Damping basis of the thermally damped oscillator: how long a phonon Fock state stays nonclassical

A mode with H = ħω a†a in a thermal bath obeys

dρ/dt = −iω[a†a, ρ] + κ(n̄+1)D[a]ρ + κn̄D[a†]ρ, D[c]ρ = cρc† − ½{c†c, ρ},

with κ = ω/Q_m the energy decay rate. Take the breathing mode of a Si optomechanical crystal with typical inputs ω/2π ≈ 5.0 GHz and Q_m ≈ 10⁶ at T = 4.0 K, prepared in |1⟩. The Wigner function at the origin is (2/π)Π, with parity Π = ⟨(−1)^(a†a)⟩ starting at −1. We seek the time t* at which Π = 0.

Estimate. ħω/k_B ≈ 0.24 K gives n̄ ≈ 4/0.24 ≈ 17, and κ ≈ 3×10⁴ s⁻¹. State |1⟩ empties downward at κ(n̄+1) and upward at 2κn̄, so Γ₁ = κ(3n̄+1) ≈ 52κ ≈ 1.6×10⁶ s⁻¹. A jump flips the parity, so Π should vanish once half the weight has jumped: t ≈ ln2/Γ₁ ≈ 0.7/Γ₁ ≈ 0.44 μs.

Careful calculation. Let s = 1+n̄, x = |α|²/s, and let colons denote normal order, so that :f(a†,a): has Q(α) = ⟨α|ρ|α⟩ = f(α*,α). Then

∂Q/∂t = [(κ/2+iω)∂_α α + (κ/2−iω)∂_α* α* + κs ∂_α∂_α*]Q.

On Q = α*^k e^(−x)L(x), k ≥ 0, the operator replaces L by κ[xL″ + (k+1−x)L′] − (iωk + κk/2)L. Laguerre's equation makes the bracket −nL for L = L_n^k, giving the damping basis (Briegel and Englert, 1993):

λ_nk = −iωk − κ(n + |k|/2),
ρ_nk = s^(−k−1) a†^k :L_n^k(a†a/s) exp(−a†a/s):,
ρ̌_nk = [n!/(n+k)!] (n̄/s)^n :L_n^k(a†a/n̄): a^k,

with adjoints for k < 0. The spectrum is free of n̄. The polynomial ρ̌_nk has antinormal symbol [n!/(n+k)!] α^k L_n^k(x), so Tr(ρ̌_nk ρ_n′k′) = δ_nn′ δ_kk′ by Laguerre and angular orthogonality under ∫d²α/π. Hence ρ(t) = Σ Tr[ρ̌_nk ρ(0)] e^(λ_nk t) ρ_nk.

For |1⟩ only k = 0 enters, with c_n = ⟨1|ρ̌_n0|1⟩ = (n̄/s)^n (1 − n/n̄). The generating function Σ z^n L_n(x) = (1−z)^(−1) exp[−xz/(1−z)] and :exp(−γa†a): = (1−γ)^(a†a) show that Σ z^n ρ_n0 is the thermal state ρ_th(m) of occupation m = s(1−z) − 1. Put η = e^(−κt) and z = n̄η/s, so m = n̄(1−η); the term −n/n̄ acts as −(z/n̄)∂_z = η∂_m:

ρ(t) = (1 + η∂_m) ρ_th(m).

A thermal state has parity 1/(1+2m), therefore

Π(t) = (1 + 2m − 2η)/(1+2m)², κt* = ln[(2n̄+2)/(2n̄+1)].

With ħω/k_BT = 0.05999, the Bose function gives n̄ = 16.174, 1/κ = 31.83 μs, κt* = 0.02955 and t* = 0.94 μs. The weak-damping parameter κn̄/ω = 1.6×10⁻⁵ is negligible, and pure dephasing γ_φD[a†a] adds −γ_φk²/2 to λ_nk, leaving k = 0 untouched.

Why they differ. Rounding is immaterial: unrounded, Γ₁ = 49.52κ and ln2/Γ₁ = 0.45 μs, so t* is 2.11 times longer. The estimate amounts to Π = 1 − 2e^(−Γ₁t), which has the exact initial slope 2Γ₁ but ignores second jumps, which restore odd parity. At ln2/Γ₁ the exact Π is still −0.25. At t* the weight that never jumped is e^(−Γ₁t*) = 0.23, while P₁ = (1 + η∂_m) m/(1+m)² = 0.38. So 0.15 has returned to |1⟩, and 0.50 − 0.38 = 0.12 sits in |3⟩, |5⟩, …. At n̄ = 0 the first jump ends in the vacuum and the estimate is exact; for n̄ → ∞ the ratio tends to 3/(2 ln2) = 2.16.

Γ₁ is no eigenvalue here. Since ρ_n0 has parity (2s)^n/(2s−1)^(n+1), the series for Π(t*) is proportional to Σ q^n(1 − n/n̄) with q = n̄/s = 0.942: some 1/(1−q) ≈ 17 modes interfere, and their rates nκ build the scale n̄κ. Temperature resides in the eigenoperators alone.

The 0.94 μs is the model's value. It is proportional to Q_m, chosen as a typical order for acoustically shielded beams near helium temperature; optical absorption during state preparation raises n̄ and shortens t* roughly as 1/n̄.